**Gauge parameter in electric multipole amplitudes: the 3d₅/₂→1s E2 line of Mo⁴¹⁺**

Take $\hbar=c=m_e=1$ (length unit 0.386 pm), $x=\alpha Z$, photon wave number $k=\omega$, upper state $a$ and lower state $b$. The spinor $r^{-1}(P\chi_\kappa,\,iQ\chi_{-\kappa})$ obeys $P'+\kappa P/r=(E-V+1)Q$ and $Q'-\kappa Q/r=-(E-V-1)P$. Define $F^\pm=P_aQ_b\pm Q_aP_b$, $\rho=P_aP_b+Q_aQ_b$, $I^\pm_n=\int F^\pm j_n(kr)\,dr$, $J=\int\rho\,j_L(kr)\,dr$, $\Delta\kappa=\kappa_a-\kappa_b$, $g=\sqrt{(L+1)/L}$ and

$$A_+=\Delta\kappa\,I^+_{L+1}+(L+1)I^-_{L+1},\qquad A_-=\Delta\kappa\,I^+_{L-1}-L\,I^-_{L-1}.$$

Following Grant (1974), with the phase dropped,

$$M(G)=\left[gA_--A_+/g\right]+G\left[(2L+1)J-A_+-A_-\right].$$

The first bracket is the Coulomb-gauge amplitude. The second comes from scalar and longitudinal potentials, which carry no field.

**Current conservation.** For one local $V$ the radial equations give $(F^-)'=-\Delta\kappa F^+/r+\Delta E\,\rho$, with $\Delta E=E_a-E_b$. Multiply by $j_L$, integrate by parts, and use $(2L+1)j_L'=Lj_{L-1}-(L+1)j_{L+1}$ and $(2L+1)j_L/z=j_{L-1}+j_{L+1}$. The coefficient of $G$ becomes $(2L+1)J\delta$ with $\delta=1-\Delta E/\omega$, which vanishes at $\omega=\Delta E$. Different potentials for the two states add $(2L+1)\int(V_a-V_b)\rho j_L\,dr/\omega$.

**Scaling.** $M$ is dimensionless. Since $r\sim1/x$, $k\sim x^2$ and $Q/P\sim x$, we have $J\sim A_-\sim x^L$ and $A_+\sim x^{L+2}$. For small $x$, $M(0)\to gA_-$, where $Q\approx(P'+\kappa P/r)/2$ supplies a gradient: the velocity form. At $G=g$ the $A_-$ terms cancel, and $M(g)=g(2L+1)[J-A_+/(L+1)]\to g(2L+1)k^L\langle r^L\rangle/(2L+1)!!$: the length form.

**The line** ($L=2$, point nucleus). Both states are nodeless: $P\propto r^\gamma e^{-xr/|\kappa|}$, $\gamma=\sqrt{\kappa^2-x^2}$, $E=\gamma/|\kappa|$, $Q=tP$, $t=-x/(|\kappa|+\gamma)$, with $\kappa_a=-3$, $\kappa_b=-1$. With $s=\gamma_a+\gamma_b$, $u=3k/4x$ and $K_n=\int_0^\infty y^se^{-y}j_n(uy)\,dy$, up to one common factor $J=(1+t_at_b)K_2$, $A_-=-4t_bK_1$, $A_+=(t_b-5t_a)K_3$. The partial rate is $\Gamma=2\alpha\omega M^2/25$. For $Z=42$: $x=0.3065$, $\Delta E=21.92$ keV (56.57 pm), and normalised $5J=10.2014$, $A_-=10.1805$, $A_+=0.02085$, all times $10^{-3}$.

| quantity | small-$x$ law | its value | Dirac |
|---|---|---|---|
| $u$ | $x/3$ | 0.1022 | 0.1050 |
| $\eta=A_+/3J$ | $x^2/27$ | 0.00348 | 0.00341 |
| $M$, any $G$ | $\sqrt5\,x^2/16$ | 0.01313 | 0.01245 |
| $\Gamma$ ($10^{12}$ s⁻¹) | $\alpha x^6/1440\propto Z^6$ | 3.26 | 3.01 |

**Dependence on $Z$.** The leading correction multiplies $M$ by $1+c_2x^2$, with
$$c_2=-\tfrac{493}{1080}+\tfrac23\ln2-\tfrac12\ln3=-0.544,$$
giving 0.01246. In the length-form bookkeeping the retardation of $j_2$ contributes $-4/9$ and $A_+$ contributes $-1/27$. The correction reaches 10 % near $Z\approx59$. As $x\to1$, $u\to1/\sqrt2$, so the power series of $K_n$, convergent for $u<1$, always applies on shell, although a point nucleus is unrealistic there.

**Dependence on $\omega$ and $G$.** Off shell, exactly,
$$M(G)=M(g)\left[1+(G/g-1)\frac{\delta}{1-\eta}\right].$$
At small $x$, $s\to4$ (here 3.936), so $K_2=48u^2/(1+u^2)^4$, $K_3=uK_2$ and $\eta=xu/9$. For $u\ll1$, $M(g)\propto\omega^2$ but $M(0)\propto\omega\,\Delta E$, with ratio $M(0)/M(g)=(\Delta E/\omega-\eta)/(1-\eta)$. The crossover is the peak of $J$ at $u=1/\sqrt3$, about 121 keV. Beyond it $J\propto u^{-6}(1-4/u^2)$, while $u\ll1/(4-s)\approx16$; farther out the non-integer $s$ adds a slower tail.

The gauge term is linear in $G-g$ and matches $M(g)$ at $|G-g|=g(1-\eta)/|\delta|$.

**A practical mismatch.** Radiative and nuclear-size shifts, left out above, raise 1s by approximately 20 eV. Inserting the lowered $\omega$ while keeping the Coulomb wave functions gives $\delta=-9\times10^{-4}$. The velocity rate then exceeds the length rate by 0.2 %, and the crossover lies at $|G-g|\approx1.3\times10^3$. The omitted change of the wave functions is itself of order $\delta$, so neither gauge repairs the rate at that level. Agreement between gauges tests consistency of energy and wave functions. It cannot test the potential, since every local $V$ passes.